## Where one shift repairs the bands of Si₅CN₈, and where it does not

A band level is the energy of one electron orbital in the crystal at a chosen wave vector k, which fixes how the orbital's phase changes from one cell to the next. The table lists four such levels at eight named k points: the two highest filled bands, v2 and v1, and the two lowest empty ones, c1 and c2. Each was computed twice on the same frozen atoms, with the semilocal functional PBE (the cheaper level) and with the hybrid functional HSE06 (the costlier level). Energies are counted from the highest filled level that each calculation found anywhere.

Band levels of Si5CN8 (14-atom cell built from the beta-nitride host, space group Pm, b = 2.851 Å), each set counted from its own valence top; v1 is the highest filled band, c1 the lowest empty one. Ansatz 0.2.0, plane-wave PAW, 420 eV cutoff, no spin polarisation, cell relaxed with r2SCAN; cheaper level PBE (k mesh 4×10×4), costlier level HSE06 (k mesh 2×6×2).

| point name | band v2, cheaper level (eV) | band v1, cheaper level (eV) | band c1, cheaper level (eV) | band c2, cheaper level (eV) | band v2, costlier level (eV) | band v1, costlier level (eV) | band c1, costlier level (eV) | band c2, costlier level (eV) |
| --- | --- | --- | --- | --- | --- | --- | --- | --- |
| Gamma | -0.373 | -0.364 | 1.990 | 4.400 | -0.420 | -0.336 | 3.438 | 5.875 |
| Z | -1.687 | -1.065 | 3.735 | 4.304 | -1.771 | -1.224 | 5.154 | 5.799 |
| D | -1.439 | -0.846 | 4.001 | 4.412 | -1.510 | -0.980 | 5.465 | 5.955 |
| B | -0.457 | -0.431 | 2.207 | 4.565 | -0.464 | -0.369 | 3.692 | 6.066 |
| A | -0.486 | -0.417 | 2.197 | 4.491 | -0.472 | -0.385 | 3.661 | 5.956 |
| E | -1.337 | -1.084 | 3.521 | 4.743 | -1.394 | -1.203 | 4.957 | 6.205 |
| C_2 | -1.283 | -0.802 | 3.991 | 4.460 | -1.346 | -0.940 | 5.454 | 5.976 |
| Y_2 | -0.534 | -0.383 | 2.058 | 4.540 | -0.532 | -0.340 | 3.514 | 6.024 |

### The size of the failure

The magnitude to remember is an error of about one and a half electronvolts. The lowest empty level lies at Gamma at both levels of theory, 1.99 eV above the valence top in PBE and 3.44 eV above it in HSE06. PBE thus finds only 58 % of the HSE06 gap. For an engineer this separates a material that would absorb visible light from one whose absorption would begin in the near ultraviolet.

HSE06 is an approximation too, and the table holds no measured gap. The cell is also a constructed structure that need not be the stable form of this composition. It was built from the beta-nitride host, but its carbon atom has only two close neighbours, where the host's site has four. That PBE gives too small a gap for insulators is nevertheless well established. Here the atoms sit at the same places in both calculations, so the difference comes from the treatment of the electrons, apart from a difference in k mesh.

One reading error must be avoided first. Every v1 entry is negative, which means that the valence top lies at none of the named points; it was found on the line from Gamma to Z. The least gap is therefore indirect, with its two ends at different k. Subtracting v1 from c1 at Gamma gives 2.35 eV in PBE, which is the vertical gap at that point and not the least gap of the crystal.

### Why PBE narrows the gap

In PBE every electron moves in the same potential, a plain function of position, whether its orbital is filled or empty. The true cost of taking an electron from the filled set and adding one to the empty set includes a jump in the potential when the first electron enters the empty bands. This jump is called the derivative discontinuity, and a semilocal functional such as PBE lacks it. The difference between its filled and empty levels therefore comes out too small.

HSE06 replaces a quarter of the short-range PBE exchange by Fock exchange. Fock exchange isn't a function of position alone: it binds an orbital according to how strongly that orbital overlaps with the filled ones. A filled orbital belongs to that set and overlaps with it well, while an empty orbital overlaps with it less. Filled levels should accordingly sink and empty levels rise.

The band edges behave in this way. On the calculations' own energy scales the valence top falls by 0.93 eV and the conduction bottom rises by 0.52 eV. This division assumes that both calculations share the same zero of potential, whereas their sum, the opening of the gap, needs no such assumption. If the assumption holds, nearly two thirds of the repair takes place on the filled side.

### The cheap repair

Hybrid calculations are costly, so it is tempting to keep the PBE bands and lift all the empty ones by a single amount Δ. This is known as a scissors correction. To see what it assumes, take the change of one orbital's energy and leave aside the readjustment of the electron density:

change of level ≈ ¼ × (Fock exchange felt by the orbital − PBE exchange felt by the orbital), both short-range.

The scissors correction supposes that this bracket has one value for all filled orbitals and another for all empty ones. The difference between the two changes is then Δ at every k. Its value follows from the least gap alone, 3.438 − 1.990 = 1.448 eV, which is the shift of c1 at Gamma. The other seven points played no part in fixing it.

For the lowest empty band the assumption holds well. The same Δ places c1 within 0.04 eV of HSE06 at every named point. For c2 it does less well, with a largest miss of about 0.1 eV at D. Differences of a few hundredths of an electronvolt deserve no explanation here, because the two calculations used different k meshes and their convergence wasn't tested.

### A worked point where the repair falls short

Take C_2, which had no share in fixing Δ. In PBE its vertical gap is 3.991 + 0.802 = 4.793 eV. Adding Δ predicts 4.793 + 1.448 = 6.241 eV.

HSE06 gives 5.454 + 0.940 = 6.394 eV. The prediction is 0.15 eV too low, or 2.4 % of the HSE06 vertical gap. That is the largest miss for a vertical gap between v1 and c1 in the table, and it is small beside the 1.6 eV by which uncorrected PBE errs at this point. The scissors correction thus removes most of the error, and what remains has a pattern.

### The pattern in what remains

The eight points fall into two groups. At Gamma, B, A and Y_2 the wave vector has no component along b, so an orbital keeps its phase from one cell to the next in that direction. At Z, D, E and C_2 it has half a reciprocal lattice vector along b, and the orbital changes sign at each step. The step is short, only 2.85 Å, so a change of sign matters to the bonding.

The vertical gap opens by 1.42 eV on average in the first group and by 1.58 eV in the second. The groups don't overlap: the smallest opening among the sign-changing points exceeds the largest among the others. These openings are differences between two levels at the same k, so the choice of energy zero drops out. That matters because HSE06 sampled the line holding the valence top only sparsely and may have placed the top slightly too low, which would displace all its tabulated levels together.

The unevenness comes from the filled side. On going from the first group to the second, v1 drops by 0.55 eV on average in PBE and by 0.73 eV in HSE06, a third more. The empty band c1 climbs by 1.7 eV between the same groups at both levels of theory. A strongly dispersing band can thus shift almost rigidly, while a flatter one is reshaped; the amount of dispersion gives no warning.

### Why a uniform stretch is no cure

The deeper drop of v1 suggests a simple improvement: multiply all filled levels, counted from the valence top, by one factor. A least-squares line through zero for the eight v1 levels gives a factor of 1.11. It lowers the typical (root-mean-square) miss for v1 from 0.10 to 0.07 eV. A real stretch of the filled bands would have to serve v2 as well, which took no part in the fit.

It doesn't. With the factor taken from v1, the typical miss for v2 goes from 0.05 to 0.07 eV, a change too small to count by itself, but certainly no gain. Point Z shows the reason most directly: v2 lies well below v1 there, yet relative to the valence top it sinks by only 0.08 eV, while v1 sinks by 0.16 eV. A stretch demands the opposite order.

The spacing of the two bands carries the same message. At all four sign-changing points v1 and v2 lie closer together in HSE06 than in PBE, whereas a stretch would drive them apart. The correction to a filled level is therefore not proportional to its depth below the valence top. A more complicated smooth function of energy is unlikely to serve either. At Gamma v1 and v2 lie 0.009 eV apart in PBE but 0.084 eV apart in HSE06, so two levels of almost the same energy received different corrections, whichever of them ended up on top.

There is one weakness in following v1 and v2 separately. Bands are numbered by energy and not by character, and at Gamma the two lie only 0.01 eV apart in PBE, so they may trade places in HSE06. Their average is immune to such a swap, and it still sinks by 0.12 eV more at the sign-changing points than at the others. An exchange of character with still deeper bands remains possible.

### What the correction depends on

The bracket in the formula above shows what else can matter. PBE exchange depends on the total electron density where the orbital sits. Fock exchange depends also on the orbital's own shape, its nodes and its overlap with each filled partner. Two filled orbitals may sample much the same density and still gain different amounts of Fock exchange.

A change of k along b is a natural way to alter that shape. In silicon nitrides the upper filled bands are built mainly from nitrogen 2p orbitals. The same is assumed here, although the carbon atom, with its two close neighbours, may add orbitals of its own. When the phase must reverse every 2.85 Å, the combination of these orbitals that ends up highest in energy can differ from the one that is highest when the phase is kept. The new combination has other nodes and other overlaps, and so another exchange energy.

This argument explains why the correction may vary among filled orbitals, but it doesn't predict the sign found here. The numbers imply that v1 gains more binding at the sign-changing points, relative to c1, than at the others. Perhaps the orbitals there are more compact or overlap better with their filled neighbours; that is a guess. A breakdown of each band into atomic orbitals would show which atoms are involved, and a comparison of the short-range Fock and PBE exchange felt by each single orbital would show whether stronger Fock binding is the cause. Neither is available for these calculations.

### Recognising the failure in a similar material

The least gap alone can't reveal the problem, because Δ is chosen to reproduce it. The test is to compute the hybrid levels at two k points between which the orbitals change their phase pattern, preferably along a short repeat of the crystal, and to compare the vertical openings. If they agree, these points give no reason to doubt a single shift, though others still might. If they differ, as Gamma and Z do here by 0.16 eV, the difference shows how far a rigid shift can be trusted.

For this crystal the answer depends on the use. Once one hybrid calculation has supplied Δ, the lowest empty band can be taken from PBE with a single shift, also at k points where no hybrid levels were computed, if the eight points here are a fair sample. The shape of the upper filled bands is another matter, since a shift of the empty bands leaves it exactly as PBE made it. That shape has to come from the hybrid calculation itself.
